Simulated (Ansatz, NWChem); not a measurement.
# How basis sets differ on BSiH4O2F (SMILES OB(F)O[SiH3])

BSiH4O2F: 9 atoms, total charge 0, spin state singlet. As SMILES, `OB(F)O[SiH3]`. Geometry: relaxed at PBE0-D4/def2-TZVP. This is one conformer, not always the lowest.

Quantity: the HOMO–LUMO gap, in eV. The values are calculated.

```tsv
level	kind	program	value (eV)
HF/STO-3G	Hartree–Fock	NWChem	20.05
HF/3-21G	Hartree–Fock	Ansatz	16.81
HF/6-31G* (spherical functions)	Hartree–Fock	Ansatz	16.43
HF/def2-SVP	Hartree–Fock	Ansatz	16.83
```

The values span 16.43 to 20.05 eV. A Hartree–Fock LUMO above zero doesn't converge with the basis: it sinks as sets grow more diffuse. Orbital gaps aren't excitation energies.

The minimal basis stands apart: STO-3G gives a gap of 20.05 eV, while the three split-valence sets lie close together, between 16.43 and 16.83 eV. With a single fixed-size function per valence orbital, the lowest virtual orbital is forced into a compact antibonding combination of high energy. A second, looser valence function lets it expand and relax. The occupied levels also shift, but the narrowing probably comes mainly from the virtual side, since the HOMO, presumably an oxygen lone pair, is already fairly compact.

The gap doesn't fall steadily with basis size. def2-SVP, which includes polarization functions, practically matches the unpolarized 3-21G, while 6-31G* lies somewhat lower. This suggests that the reach of the outermost valence functions matters at least as much as added angular flexibility. Agreement between 3-21G and def2-SVP is therefore no sign that the orbitals themselves are equally well described, and without separate HOMO and LUMO energies a cancellation of shifts can't be ruled out.
